## Electrons divided by width: estimating the density of states of a filled band

A filled band holds a fixed number of electrons, however wide it is. If the same electrons are spread over twice the energy range, there are half as many of them in each electronvolt. The density of states, which counts states per electronvolt, is therefore set first of all by a division: the number of electrons over the width of the band.

The number comes from chemistry. In BaZnSbF, each Ba and each Zn atom formally gives up two electrons; F takes one and Sb takes three. Sb has three 5p electrons of its own, so its 5p shell ends up with six. The filled shell of F lies deeper, because F holds its electrons more tightly. The cell contains two Sb atoms, so the highest filled bands should hold 12 electrons.

Density of states of BaZnSbF (P4/nmm, 8 atoms per cell, a = 4.475 Å, c = 9.876 Å) from Ansatz 0.2.0: PBE with spin-orbit coupling, plane-wave PAW, 420 eV cutoff, 8×8×4 k mesh. Tetrahedron values are averaged over 0.2 eV bins, with energies counted from the Fermi level. The Sb 5p j = 3/2 part is a Löwdin projection summed over the Sb sites.

```
energy (eV)  density of states total (states/eV/cell)  DOS Sb 5p j1.5 (states/eV/cell)
      -4.75                                      1.35                             0.35
      -4.55                                      6.95                             2.05
      -4.35                                      3.69                              1.1
      -4.15                                      3.14                              0.9
      -3.95                                      2.72                             0.83
      -3.75                                      0.43                             0.18
      -3.55                                      0.38                             0.16
      -3.35                                      0.34                             0.13
      -3.15                                      0.29                             0.11
      -2.95                                      1.52                             0.65
      -2.75                                      2.12                             0.88
      -2.55                                      1.98                                1
      -2.35                                      2.65                             1.45
      -2.15                                       3.4                             1.87
      -1.95                                      4.14                             2.24
      -1.75                                      4.58                             2.34
      -1.55                                      4.54                             2.38
      -1.35                                      3.44                             1.93
      -1.15                                      3.96                             2.15
      -0.95                                       3.1                             2.12
      -0.75                                      2.46                              1.8
      -0.55                                      1.34                             0.95
      -0.35                                      0.98                             0.75
      -0.15                                      0.51                             0.38
       0.05                                      0.22                             0.08
       0.25                                      0.29                             0.08
       0.45                                      0.34                             0.06
       0.65                                       0.4                             0.05
       0.85                                      0.51                             0.06
       1.05                                      0.69                             0.09
       1.25                                      0.97                             0.13
       1.45                                       1.5                              0.2
       1.65                                      4.52                             0.59
       1.85                                     10.34                             1.28
       2.05                                      6.51                             0.59
       2.25                                      5.66                             0.44
       2.45                                       3.3                              0.2
       2.65                                      3.25                             0.17
       2.85                                      4.78                             0.12
       3.05                                      3.74                             0.07
```

The table agrees with the count. Each row stands for a slice of energy 0.2 eV wide, so its density of states total times 0.2 eV is the number of electrons in that slice. Added over all rows below the Fermi level, these products give 12.0 electrons. Such a sum depends on where the table starts; that it meets the expected number suggests that these bands begin there. The area under the curve is thus known before any calculation, and what remains to be estimated is how it is spread.

### From sharp levels to a band

Two limiting cases show what governs the spread. If the atoms were far apart, all electrons of one atomic level would have the same energy, and the density of states would be a narrow, very high spike. When the atoms approach, their orbitals overlap. Combinations that bind move down, combinations that oppose binding move up, and the spike becomes a band. Stronger overlap makes the band wider and, since the area is fixed, lower.

The simplest picture of such a band is a box, with the same density of states from the lower edge to the upper. Real bands are usually fuller in the middle. Near an edge, only those few electron waves count whose phases from atom to atom suit the strongest binding or the strongest opposition. In the middle, many different waves have similar energies. A curve that vanishes at both edges and bulges between them is therefore a better guess than a box.

### One band or two?

The 12 electrons don't form a single bulge. From -3.75 to -3.15 eV the density of states drops below 0.5 states/eV/cell, and these four rows together hold only about 0.3 electrons. A single smooth curve drawn over the full width of 4.8 eV would give about 3.2 at -3.35 eV, where the table has 0.34. Before the division is made, the band has to be cut at this dip.

Above the dip, from -2.95 to -0.15 eV, the rows hold 8.1 electrons. The lower group and the dip share the other 3.9. Since each band of this crystal takes two electrons per cell, the natural reading is four bands above and two below, or eight electrons and four. The small departures from whole numbers are no surprise, because bands from one group can reach a little way into the energy range of the other.

Bonding offers a reason for this split. Each Sb atom has Zn atoms as its nearest neighbours, and each of the two Zn atoms in the cell brings one 4s orbital. Two such orbitals can bind with two of the six Sb 5p combinations and pull them down, which leaves four combinations higher up. The calculation does find the Zn 4s shell partly occupied, with about 0.9 electrons per atom, where a bare Zn²⁺ ion would have none. This number covers all filled bands, so it doesn't tell how much of the Zn 4s shell lies in the lower group.

The column DOS Sb 5p j1.5 fits this picture. It is the part of the Sb 5p shell with total angular momentum 3/2, which accounts for two thirds of a full p shell. A band made purely and evenly of Sb 5p would therefore show a share of about 67 %. The upper group comes fairly close with 56 %, whereas the lower group has only 29 %, a sign that other orbitals, or the unlisted rest of the Sb 5p shell, take a larger part there.

The shares don't settle the matter, however. Sb orbitals that point along the layers of the crystal could also differ in energy from those that point across them, and this would set one orbital per Sb atom apart just as well. The bonding argument is thus a plausible account of the numbers four and eight. The estimate below needs only the numbers.

### The rule

Let $N$ be the number of electrons in a group of bands, $W$ its width and $E_m$ the energy of its middle. The position of an energy $E$ within the group is measured by

$$u=\frac{E-E_m}{W/2},$$

which runs from $-1$ at the lower edge to $+1$ at the upper. The simplest bulge that vanishes at both edges is a parabola, $g=h\,(1-u^2)$, where $g$ is the density of states and $h$ its height in the middle. The area under this parabola is $\tfrac{2}{3}hW$. Setting it equal to $N$ gives

$$g(E)=\frac{3N}{2W}\,(1-u^2).$$

In words: divide electrons by width, add half as much again for the middle, and let the curve fall to zero at the edges. The parabola is a convenient shape, not a law of band theory. Only the count and the width carry physics.

For the upper group, $N=8$. Its edges are taken as the outer boundaries of its first and last rows, -3.05 and -0.05 eV, so that $W=3.0$ eV and $E_m=-1.55$ eV. The height is then $1.5\times 8/3.0=4.0$ states/eV/cell. The two edges were read from the table, and both rows worked below lie between them; the height follows from the count.

### Two rows worked

The first row lies near the middle, at -1.95 eV. It is 0.40 eV below $E_m$, and half the width is 1.5 eV:

$$u=\frac{-0.40}{1.5}=-0.27,\qquad g=4.0\,(1-0.07)=3.7\ \text{states/eV/cell}.$$

The table has 4.14, so the estimate is about 10 % below the calculated value. That is typical of the middle of this group.

The second row, at -0.55 eV, lies on the upper flank. Here $u=1.0/1.5=0.67$ and $g=4.0\,(1-0.44)=2.2$ states/eV/cell. The table has 1.34, and the estimate is about 66 % too high. The arithmetic is the same, but the row lies where the calculated curve has already thinned out and the parabola hasn't.

### How good the rule is

Of the 15 rows in the upper group, the parabola comes within 20 % of the calculated value in 11. The other four lie towards the ends: it is too low at -2.95 and -2.75 eV and too high at -0.55 and -0.35 eV. The root-mean-square miss over the group is 0.5 states/eV/cell, about a fifth of the group's mean density of states.

A comparison with other shapes shows where this accuracy comes from. A box of the same area and width misses by 1.3 states/eV/cell, more than twice as much. A triangle does nearly as well as the parabola, with 0.6. For this group, it matters that the curve is high in the middle and low at the edges; whether the bulge is a parabola or a triangle hardly matters.

The misses at the two ends have opposite signs because the calculated group isn't symmetric. It begins abruptly, with a jump from 0.29 to 1.52 states/eV/cell between -3.15 and -2.95 eV, and it fades out slowly towards the Fermi level. In a layered crystal, a band can begin with such a step, since in two dimensions the density of states at a band edge doesn't start from zero. Whether this is the cause here is untested.

### The same rule on a narrower group

The lower group shows what the division does when the width changes. It has half the electrons of the upper group, but its five rows span only 1.0 eV, a third of the width. Half the electrons in a third of the space should be packed one and a half times as densely, which gives a height of $1.5\times 4/1.0=6.0$ instead of 4.0 states/eV/cell. The table agrees on the order: the highest value is 6.95 in the lower group and 4.58 in the upper.

Row by row, the rule does much worse here. The calculated peak stands at -4.55 eV, near the bottom of the group, whereas the parabola puts its own in the middle, at -4.35 eV. There it gives 6.0 where the table has 3.69. The root-mean-square miss is 1.6 states/eV/cell, nearly half of the group's mean. A likely reason is that with so few bands, the particular course of each one shows in the curve, whereas in the upper group several bands overlap and smooth one another out.

### Where the range ends

The rule needs a group with a known count and two recognisable edges. Above the Fermi level it finds neither. The eight rows from 0.05 to 1.45 eV together hold only about one state per cell, and then the density of states climbs to 10.34 at 1.85 eV. No deep dip follows within the table that would close off a group and allow its states to be counted.

The estimate also says little about the energies where electrical behaviour is decided. Whether a pure crystal conducts depends on whether there is a gap at the Fermi level and how wide it is, and a narrow gap can be smaller than one row. The calculation has a gap of 0.17 eV on its mesh of wave vectors, and the gap is smaller between the mesh points. The slices of 0.2 eV blur it so far that the row at 0.05 eV shows 0.22 states/eV/cell. PBE, besides, usually gives gaps that are too small. Neither the rule nor these rows should therefore be used to judge whether the material conducts.

Finally, the edges of a group, and any dip that divides the band, have to come from somewhere: a band diagram, a measured spectrum or a related compound. An error in the width passes straight into the height, though gently for a broad band. If the upper group were taken as 3.2 instead of 3.0 eV wide, its height would fall from 4.0 to 3.75 states/eV/cell, or by 6 %. For the lower group, the same 0.2 eV would be a fifth of the whole width. Judged by these two groups, the rule works best for broad groups of several bands, away from their edges.
